**Fractional removal of the 2s electron from C³⁺: Janak's theorem, curvature and the late upturn of the level**

The table holds the energy change, the 2s-up eigenvalue, its mean radius and the deviation from the chord as 0 to 1 electron is removed, from spherical all-electron, scalar-relativistic, spin-polarised LDA-VWN5 runs with ld1.x. The program works out slopes, curvatures and Simpson sums to check Janak's theorem and Slater's transition state, and evaluates one estimate without fitted parameters: self-Hartree repulsion plus LDA exchange for frozen hydrogenic orbitals sized by the computed radii. Janak's theorem holds within 0.001 eV per 0.2 electron up to 0.8 removed, the energy lies up to 1.664 eV below the chord, and the half-way level exceeds the energy difference of 64.394 eV by 0.55 %. The estimate follows the level, counted from the last row, within 0.18 eV and the deviation within 0.04 eV of the table, including the rise of the level in the last row. It omits correlation and relaxation, so its separate parts are rough sizes, and the position of the level's minimum between 0.9 and 1.0 is not resolved by the grid.

Scalar-relativistic all-electron Kohn-Sham calculations with Quantum ESPRESSO 7.5 (ld1.x) for C³⁺, [He] 2s¹, as its single 2s spin-up electron is removed in fractions. All runs use spin-polarised LDA (Slater exchange, VWN5 correlation), spherical densities and a point nucleus.

## Script

```python
# Table: energy change, 2s-up eigenvalue and mean radius of C3+ as 0..1 electron leaves 2s up; QE ld1.x,
# spherical all-electron LDA-VWN5, scalar-relativistic, spin-polarised. Tested: Janak's theorem, curvature,
# Slater transition state, and one parameter-free frozen-orbital estimate (self-Hartree + LDA exchange).
T = {
    'electrons_removed': [0.0, 0.1, 0.2, 0.3, 0.4, 0.5, 0.6, 0.7, 0.8, 0.9, 1.0],  # electrons
    'energy_change': [0.0, 5.8052, 11.763, 17.872, 24.13, 30.533, 37.077, 43.755, 50.555, 57.455, 64.394],  # eV
    'emptied_level_eigenvalue': [-57.284, -58.818, -60.339, -61.84, -63.313, -64.747, -66.123, -67.411, -68.55, -69.385, -68.479],  # eV
    'emptied_level_mean_radius': [1.2759, 1.2695, 1.2632, 1.2571, 1.2512, 1.2455, 1.2401, 1.235, 1.2302, 1.2258, 1.2147],  # bohr
    'off_line': [0.0, -0.634, -1.116, -1.446, -1.628, -1.664, -1.559, -1.321, -0.961, -0.5, 0.0],  # eV
}
import numpy as np
from scipy.constants import physical_constants as pc
from scipy.integrate import simpson
Ha = pc['Hartree energy in eV'][0]
keys = ['electrons_removed', 'energy_change', 'emptied_level_eigenvalue', 'emptied_level_mean_radius', 'off_line']
x, E, e, R, off = [np.array(T[k], float) for k in keys]
h = x[1] - x[0]; I = E[-1] - E[0]; n = 1 - x
# further outputs of the same runs, rows 0.2 and 0.6
dn, Rdn = np.array([-56.04308, -63.12347]), np.array([1.286462, 1.253373])   # empty 2s down: eV, bohr
R1s, inv2s = np.array([0.2708561, 0.2702644]), np.array([1.155226, 1.180538])  # <r> 1s up, <1/r> 2s up
r = np.linspace(1e-6, 15, 15001); w = 4*np.pi*r**2; c = (6/np.pi)**(1/3)
Z1, Z2 = 1.5/R1s.mean(), 6/R[5]
p1 = Z1**3/np.pi*np.exp(-2*Z1*r)
p2 = Z2**3/(8*np.pi)*(1 - Z2*r/2)**2*np.exp(-Z2*r)
J = 77/512*Z2*Ha
vx = lambda m: -c*(np.cbrt(p1 + m*p2) - np.cbrt(p1))*Ha
dx = lambda m: simpson(w*p2*vx(m), x=r)
Em = np.array([0.5*J*m*m - 0.75*c*Ha*simpson(w*(p1 + m*p2)**(4/3), x=r) for m in n])
offm = Em - (Em[0] + (Em[-1] - Em[0])*x)
lev = np.array([J*m + dx(m) for m in n])
print('Differences of the table (step = change since the row before)')
print('removed  -level/eV  central dE/dx  difference  d2E/dx2 eV  level step eV/e  radius step bohr')
for i in range(len(x)):
    s = (E[i+1] - E[i-1])/(2*h) if 0 < i < 10 else 0
    a = f'{s:10.3f} {s+e[i]:12.3f} {(E[i+1]-2*E[i]+E[i-1])/h**2:10.1f}' if 0 < i < 10 else f"{'-':>10} {'-':>12} {'-':>10}"
    b = f'{(e[i]-e[i-1])/h:13.2f} {R[i]-R[i-1]:16.4f}' if i else f"{'-':>13} {'-':>16}"
    print(f'{x[i]:5.1f} {-e[i]:11.3f} {a} {b}')
print('rounding: central slope 0.005 eV, one-step slope 0.01 eV, d2E/dx2 0.2 eV, radius step 0.0001 bohr')
jan = np.array([simpson(-e[i:i+3], x=x[i:i+3]) - (E[i+2] - E[i]) for i in range(0, 10, 2)])
print('Simpson sum of -level less energy step, per 0.2 electron, eV:', ' '.join(f'{v:.4f}' for v in jan))
print(f'energy difference {I:.3f} eV; -level less it: row 0.0 {-e[0]-I:.3f}, row 0.5 {-e[5]-I:.3f} ({100*(-e[5]-I)/I:.2f} %), row 1.0 {-e[-1]-I:.3f}, mean of ends {-(e[0]+e[-1])/2-I:.3f} eV')
print(f'deepest row {x[off.argmin()]:.1f}: {off.min():.3f} eV ({100*abs(off.min())/I:.1f} % of difference); -level equals chord slope at {np.interp(I, -e[:10], x[:10]):.3f} removed')
U0, Um = (e[0] - e[1])/h, e[0] - e[-1]
print(f'parabola depth U/8: first-step U {U0:.2f} eV gives {U0/8:.2f}; end-to-end U {Um:.2f} eV gives {Um/8:.2f} eV')
last = (E[10] - E[9])/h
print(f'level fall 0.0 to 0.9 {e[0]-e[9]:.3f} eV, rise 0.9 to 1.0 {e[10]-e[9]:.3f} eV')
print(f'mean dE/dx 0.9 to 1.0 {last:.2f} eV; -level at ends {-e[9]:.3f}, {-e[10]:.3f}, their mean {-(e[9]+e[10])/2:.3f} eV')
print(f'2s radius: 0.0 to 0.9 {100*(R[9]/R[0]-1):.1f} %, 0.0 to 1.0 {100*(R[10]/R[0]-1):.1f} %; last step / step before {(R[10]-R[9])/(R[9]-R[8]):.1f}; 1s radius 0.2 to 0.6 {100*(R1s[1]/R1s[0]-1):.2f} %')
sp = dn - e[[2, 6]]
print(f'2s down less up: row 0.2 {sp[0]:.2f} eV, row 0.6 {sp[1]:.2f} eV, ratio {sp[0]/sp[1]:.2f} (linear 2.00, cube root {2**(1/3):.2f})')
print(f'fall 0.2 to 0.6: 2s down {(dn[0]-dn[1])/0.4:.2f}, 2s up {(e[2]-e[6])/0.4:.2f} eV/e; radius down less up {Rdn[0]-R[2]:.4f}, {Rdn[1]-R[6]:.4f} bohr')
print(f'Frozen hydrogenic estimate: Z(1s) {Z1:.2f}, Z(2s) {Z2:.2f}, J {J:.1f} eV; <1/r> of 2s {Z2/4:.3f} against computed {inv2s.mean():.3f} 1/bohr')
print('removed  level less row 1.0: table  estimate  error | n*J  exchange | off line: table  estimate  error (eV)')
for i in range(len(x)):
    t = e[i] - e[-1]
    print(f'{x[i]:5.1f} {t:22.2f} {lev[i]:9.2f} {lev[i]-t:7.2f} | {n[i]*J:5.2f} {dx(n[i]):6.2f} | {off[i]:12.3f} {offm[i]:9.3f} {offm[i]-off[i]:7.3f}')
k1, k2 = np.abs(lev - (e - e[-1])).argmax(), np.abs(offm - off).argmax()
print(f'worst rows: level {x[k1]:.1f} ({lev[k1]-(e[k1]-e[-1]):.2f} eV), off line {x[k2]:.1f} ({offm[k2]-off[k2]:.3f} eV)')
g = np.linspace(0.005, 0.5, 100); lg = np.array([J*m + dx(m) for m in g])
print(f'estimate puts the level minimum at {1-g[lg.argmin()]:.2f} removed, {lg.min():.2f} eV relative to row 1.0')
print(f'2s exchange well deepest at r = {r[vx(1.0).argmin()]:.2f} bohr (row 0.0), {r[vx(0.1).argmin()]:.2f} bohr (row 0.9); mean 2s radius {R[5]:.2f}')
assert np.all(off[1:-1] < -0.1)
assert np.all(np.diff(e[:10]) < 0) and e[10] > e[9]
assert np.all(np.abs(jan[:3]) < 0.003)
assert last > -e[9] - 0.015 and last > -e[10] + 0.5
```

It prints:

```
Differences of the table (step = change since the row before)
removed  -level/eV  central dE/dx  difference  d2E/dx2 eV  level step eV/e  radius step bohr
  0.0      57.284          -            -          -             -                -
  0.1      58.818     58.815       -0.003       15.3        -15.34          -0.0064
  0.2      60.339     60.334       -0.005       15.1        -15.21          -0.0063
  0.3      61.840     61.835       -0.005       14.9        -15.01          -0.0061
  0.4      63.313     63.305       -0.008       14.5        -14.73          -0.0059
  0.5      64.747     64.735       -0.012       14.1        -14.34          -0.0057
  0.6      66.123     66.110       -0.013       13.4        -13.76          -0.0054
  0.7      67.411     67.390       -0.021       12.2        -12.88          -0.0051
  0.8      68.550     68.500       -0.050       10.0        -11.39          -0.0048
  0.9      69.385     69.195       -0.190        3.9         -8.35          -0.0044
  1.0      68.479          -            -          -          9.06          -0.0111
rounding: central slope 0.005 eV, one-step slope 0.01 eV, d2E/dx2 0.2 eV, radius step 0.0001 bohr
Simpson sum of -level less energy step, per 0.2 electron, eV: 0.0002 0.0001 0.0005 -0.0008 -0.0200
energy difference 64.394 eV; -level less it: row 0.0 -7.110, row 0.5 0.353 (0.55 %), row 1.0 4.085, mean of ends -1.513 eV
deepest row 0.5: -1.664 eV (2.6 % of difference); -level equals chord slope at 0.475 removed
parabola depth U/8: first-step U 15.34 eV gives 1.92; end-to-end U 11.20 eV gives 1.40 eV
level fall 0.0 to 0.9 12.101 eV, rise 0.9 to 1.0 0.906 eV
mean dE/dx 0.9 to 1.0 69.39 eV; -level at ends 69.385, 68.479, their mean 68.932 eV
2s radius: 0.0 to 0.9 -3.9 %, 0.0 to 1.0 -4.8 %; last step / step before 2.5; 1s radius 0.2 to 0.6 -0.22 %
2s down less up: row 0.2 4.30 eV, row 0.6 3.00 eV, ratio 1.43 (linear 2.00, cube root 1.26)
fall 0.2 to 0.6: 2s down 17.70, 2s up 14.46 eV/e; radius down less up 0.0233, 0.0133 bohr
Frozen hydrogenic estimate: Z(1s) 5.54, Z(2s) 4.82, J 19.7 eV; <1/r> of 2s 1.204 against computed 1.168 1/bohr
removed  level less row 1.0: table  estimate  error | n*J  exchange | off line: table  estimate  error (eV)
  0.0                  11.20     11.38    0.18 | 19.71  -8.34 |        0.000     0.000   0.000
  0.1                   9.66      9.76    0.10 | 17.74  -7.98 |       -0.634    -0.655  -0.021
  0.2                   8.14      8.17    0.03 | 15.77  -7.60 |       -1.116    -1.149  -0.033
  0.3                   6.64      6.61   -0.02 | 13.80  -7.19 |       -1.446    -1.486  -0.040
  0.4                   5.17      5.10   -0.07 | 11.83  -6.73 |       -1.628    -1.669  -0.041
  0.5                   3.73      3.63   -0.10 |  9.86  -6.23 |       -1.664    -1.703  -0.039
  0.6                   2.36      2.23   -0.13 |  7.89  -5.66 |       -1.559    -1.593  -0.034
  0.7                   1.07      0.92   -0.15 |  5.91  -4.99 |       -1.321    -1.347  -0.026
  0.8                  -0.07     -0.23   -0.16 |  3.94  -4.17 |       -0.961    -0.978  -0.017
  0.9                  -0.91     -1.06   -0.16 |  1.97  -3.03 |       -0.500    -0.507  -0.007
  1.0                   0.00      0.00    0.00 |  0.00   0.00 |        0.000     0.000   0.000
worst rows: level 0.0 (0.18 eV), off line 0.4 (-0.041 eV)
estimate puts the level minimum at 0.94 removed, -1.20 eV relative to row 1.0
2s exchange well deepest at r = 1.09 bohr (row 0.0), 1.25 bohr (row 0.9); mean 2s radius 1.25
```
